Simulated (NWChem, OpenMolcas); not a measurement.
## A ladder of methods for CHClF2 (difluorochloromethane)

CHClF2: 5 atoms, total charge 0, spin state singlet. SMILES: `FC(F)Cl`. The coordinates come from a PBE0-D4/def2-TZVP relaxation.

Each level gives the dipole moment (D). The values are calculated.

```
           level           kind     program  value (D)  CPU time
 SVWN5/6-311+G**            LDA  OpenMolcas       1.48      33 s
  BLYP/6-311+G**            GGA      NWChem       1.47      16 s
   PBE/6-311+G**            GGA  OpenMolcas       1.45      47 s
 M06-L/6-311+G**       meta-GGA  OpenMolcas       1.43      50 s
r2SCAN/6-311+G**       meta-GGA  OpenMolcas       1.50      48 s
 B3LYP/6-311+G**  global hybrid  OpenMolcas       1.55      40 s
 BHLYP/6-311+G**  global hybrid  OpenMolcas       1.65      36 s
  PBE0/6-311+G**  global hybrid  OpenMolcas       1.55      41 s
```

The values span 1.43 to 1.65 D. CPU times are rough (shared hosts, several kinds of processor): they show what a rung costs within a factor of a few.

The clearest pattern is the effect of exact exchange: every hybrid gives a larger dipole than every semilocal functional. Within the related series BLYP, B3LYP and BHLYP, the moment rises from 1.47 through 1.55 to 1.65 D as the exact-exchange fraction grows, and PBE to PBE0 shifts the same way. Because the geometry is common to all levels, this is a response of the electron density rather than of bond lengths. Semilocal functionals tend to spread charge too evenly along polar bonds; exact exchange probably counters this by holding more density on the electronegative halogens, chiefly fluorine, leaving the CH end more positive.

Climbing the semilocal rungs brings no comparable trend: the two meta-GGAs, M06-L and r2SCAN, bracket the LDA and both GGAs. The spread therefore measures sensitivity to the functional, not convergence towards a correct moment. With only a single set of polarisation functions on each atom, close agreement of any one level with experiment could also reflect cancellation between functional and basis-set errors.
